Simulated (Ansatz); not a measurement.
How methods differ on C2H4F2 (1,1-difluoroethane)

C2H4F2 has 8 atoms, charge 0, and is taken as a singlet. SMILES: `CC(F)F`. The coordinates come from a PBE0-D4/def2-TZVP relaxation. The run starts from this shape.

Quantity: the adiabatic ionisation energy (to the doublet cation, no zero-point term), in eV. The values are calculated.

| level | kind | program | value (eV) |
| --- | --- | --- | --- |
| HF/STO-3G | Hartree–Fock | Ansatz | 8.26 |
| HF/3-21G | Hartree–Fock | Ansatz | 10.70 |
| HF/6-31G* (Cartesian functions) | Hartree–Fock | Ansatz | 10.81 |
| B3LYP/6-31G* (Cartesian functions) | global hybrid | Ansatz | 11.32 |
| MP2/6-31G* (Cartesian functions) | perturbation theory | Ansatz | 11.49 |

The values span 8.26 to 11.49 eV. Without the sets that lack polarisation functions the rows with a basis span only 10.81 to 11.49 eV.

The large jump in ionisation energy comes between the minimal and split-valence bases: Hartree–Fock rises from 8.26 eV with STO-3G to 10.70 eV with 3-21G, then only to 10.81 eV with 6-31G*. A minimal basis gives the valence shell no radial freedom, so it cannot adapt separately to the electron-rich neutral and the more contracted cation. The low STO-3G value therefore probably reflects an underbound neutral, with the compact fluorine lone pairs described especially poorly.

At fixed basis, both correlated treatments lie above Hartree–Fock, with MP2 reaching 11.49 eV. Ionisation breaks up an electron pair, so the neutral normally has more correlation energy to lose, and a mean-field description makes removal too easy. B3LYP, at 11.32 eV, recovers most of this shift. Its closeness to MP2 supports the direction of the correlation effect but doesn't establish a converged ionisation energy. Nor do the energies alone reveal whether the cation relaxes mainly along the C–C or the C–H bonds.
